Sodium gives up one electron, scandium three, and two tellurium atoms take two each. By that count every shell in NaScTe₂ is closed, and the crystal should be an insulator. The only two methods in the table that agree are PM6 and PM7, and they agree for a poor reason. The other levels all print a gap of zero.

Bulk NaScTe₂ (space group P4/mmm) by the methods named in the rows, without spin polarisation or spin-orbit coupling. Gaps and times are for single points on the cell relaxed with r2SCAN, volumes are from each method's own relaxation or energy curve, and bulk moduli are at fixed cell shape. The k meshes differ between rows, and a band overlap is printed as a zero gap.

| name | kind | band gap (eV) | volume per atom (Å³) | bulk modulus (GPa) | atoms computed | rough processor time, order of size (s) |
| --- | --- | --- | --- | --- | --- | --- |
| PBE coarse-settings | low cutoff and mesh | 0.000 | n/a | n/a | 4 | 2 |
| PM7 | semi-empirical | 6.586 | n/a | n/a | 32 | 2 |
| GFN1-xTB tblite | tight binding | 0.000 | n/a | n/a | 32 | 2 |
| PM6 | semi-empirical | 3.287 | n/a | n/a | 32 | 5 |
| PBE | semilocal | 0.000 | 27.649 | 43.90 | 4 | 6 |
| PBE SZV | small basis | 0.000 | 28.034 | 45.30 | 4 | 10 |
| r2SCAN | semilocal | 0.000 | 27.395 | 48.00 | 4 | 20 |
| PBE DZVP | small basis | 0.000 | 27.779 | 44.40 | 4 | 20 |
| PBE sz-orbitals | small basis | 0.000 | n/a | n/a | 4 | 40 |

**The coarse PBE row.** This first row uses a low cutoff and few k points, and it already gives the same verdict on the gap as PBE at the finer settings, called converged PBE below. The zero hides a difference, though. A highest filled band that rises above the bottom of the next one is a band overlap, and it is printed as no gap at all. That overlap is 0.05 eV at coarse settings and 0.30 eV in converged PBE. Cutoff and mesh were changed together, so the error belongs to the pair. Total energies also differ by 0.59 eV per atom, so energies from the two settings must never be subtracted from one another.

**PM7 and PM6.** Their gaps of 6.6 and 3.3 eV look like the insulator of the simple count. Both are differences between Hartree-Fock orbital energies, in which an added electron isn't screened by the response of the electrons around it. In a solid this screening is strong, and leaving it out makes the gap far too wide. The parameters bring a further error, since the two methods differ by a factor of two. They put charges of about +2.2 and +0.9 on scandium, and their heats of formation lie 9.4 eV per atom apart, so at least one is far off and neither can be trusted for reaction energies here.

**GFN1-xTB.** This tight-binding method prints a zero gap, as DFT does, but it disagrees with DFT about the stress on the cell. On the common r2SCAN cell it finds almost no stress within the plane and a pull of about 4 GPa towards a shorter axis perpendicular to it. Left to relax, the crystal would change shape as well as size. Two causes may be mixed here. The method is fitted to molecules, so both its gaps and its pressures can be far off in a solid. The run also samples only a few k points, which is risky for a crystal without a gap. Agreement on the gap is therefore no licence to use it for structure.

**Converged PBE and the missing gap.** The simple count fails in PBE because closed shells guarantee a gap only if the tellurium 5p levels stay below the empty scandium 3d levels everywhere in the band structure. The arrangement of the metals probably works against this. The crystal is a slightly distorted rock salt with alternating planes, one holding sodium and tellurium, the other scandium and tellurium. Each metal shares its charge among six tellurium neighbours, so Na⁺ offers $1/6$ to each and Sc³⁺ offers $3/6$. Tellurium in the sodium plane has four Na and two Sc neighbours and receives $4/6+6/6\approx1.67$, less than the 2 that balances Te²⁻.

Electrons on that tellurium are held weakly, so its p levels should lie high, close to the scandium levels. This electrostatic argument is not tested by a breakdown of the bands into atoms. It does suggest what to look for in a related crystal. An ordering that gives every tellurium three neighbours of each metal supplies exactly 2 and should favour a gap.

The bands themselves hold a clue that the levels have crossed. At the centre of the Brillouin zone the 26th and 27th bands touch, and the electrons suffice for 26. The likely reason is the fourfold axis, which makes the two in-plane p directions equivalent and their levels equal. In the simple count the 26th band is the last of the six tellurium 5p bands, so both members of such a pair would be filled. If the count instead cuts through the pair, a level that should be empty, probably one of scandium, must have dropped below it. A better functional could open a gap by lifting that level back above the pair. Spin-orbit coupling, absent from these calculations, would split the pair, but that alone need not remove the overlap between different points of the zone.

**Volume and pressure.** Here PBE can be checked against itself. A crystal squeezed into too small a cell pushes outwards, and a soft crystal expands further than a stiff one before the push is gone. With $P$ the pressure, $B$ the bulk modulus and $V$ the volume, the definition $B=-V\,\mathrm{d}P/\mathrm{d}V$ gives, for small changes,

$$\frac{\Delta V}{V}\approx\frac{P}{B}.$$

On the r2SCAN cell PBE finds a pressure of 0.415 GPa, and its modulus is 43.9 GPa. The estimate is $0.415/43.9=0.0095$, an expansion of 0.95 %. The PBE volume in the table lies 0.93 % above that of r2SCAN, so pressure, modulus and volume are consistent. This is a check of internal consistency, not of closeness to a measured density. With the same modulus, the pressure of the coarse run would suggest an expansion of 3.8 %, four times too much. Coarse settings may give a first hint that the gap is missing, but neither the size of the overlap nor a density.

**The small basis sets.** SZV gives each atom the fewest functions that can hold its valence electrons, and DZVP adds freedom for the electron cloud to change its size and shape. The SZV volume is 0.92 % larger than that of DZVP, a step as large as the one between PBE and r2SCAN. Setting a minimal-basis volume from one functional beside a well-converged volume from another would therefore mix two effects of similar size. DZVP stays within 0.5 % of plane-wave PBE in volume and is good enough for a preliminary structure. The zero gaps of SZV and of the sz-orbitals row carry less weight, because minimal sets describe empty bands poorly.

**r2SCAN.** The change of functional from PBE alters a mean bond length by only 0.3 %, which hardly matters for recognising a structure. The bulk modulus rises by 9 %, from 43.9 to 48.0 GPa, which matters if the stiffness itself is wanted. A smaller cell and a higher stiffness fit together, since repulsion between atoms grows steeply as they approach. The smaller cell probably explains only about half of the rise, though. A bulk modulus typically grows by 4 to 5 % for each per cent of volume lost, and here the loss is just under 1 %. Nor is the link a rule for the whole table, because SZV gives a larger cell than plane-wave PBE and yet a slightly higher modulus. Both moduli hold the shape of the cell fixed. A real crystal may also adjust its axis ratio under pressure, which can only make it softer.

**What to run.** The rough times span only 2 to 40 seconds for a single point. A relaxation or a modulus needs several such points, but even then cost is no reason to accept a poor method for this cell. The semi-empirical and tight-binding runs even treat 32 atoms where DFT needs 4, which uses up much of their natural advantage. Converged PBE is a sensible start for structure, and r2SCAN is worth its extra time as a measure of how far volume and stiffness depend on the functional.

For the gap, neither is the last word. PBE commonly underestimates gaps by several tenths of an eV or more, which is as much as the whole overlap found here. Whether NaScTe₂ in this structure is really a metal remains open until a hybrid functional or a GW calculation, with spin-orbit coupling, has been run on it.
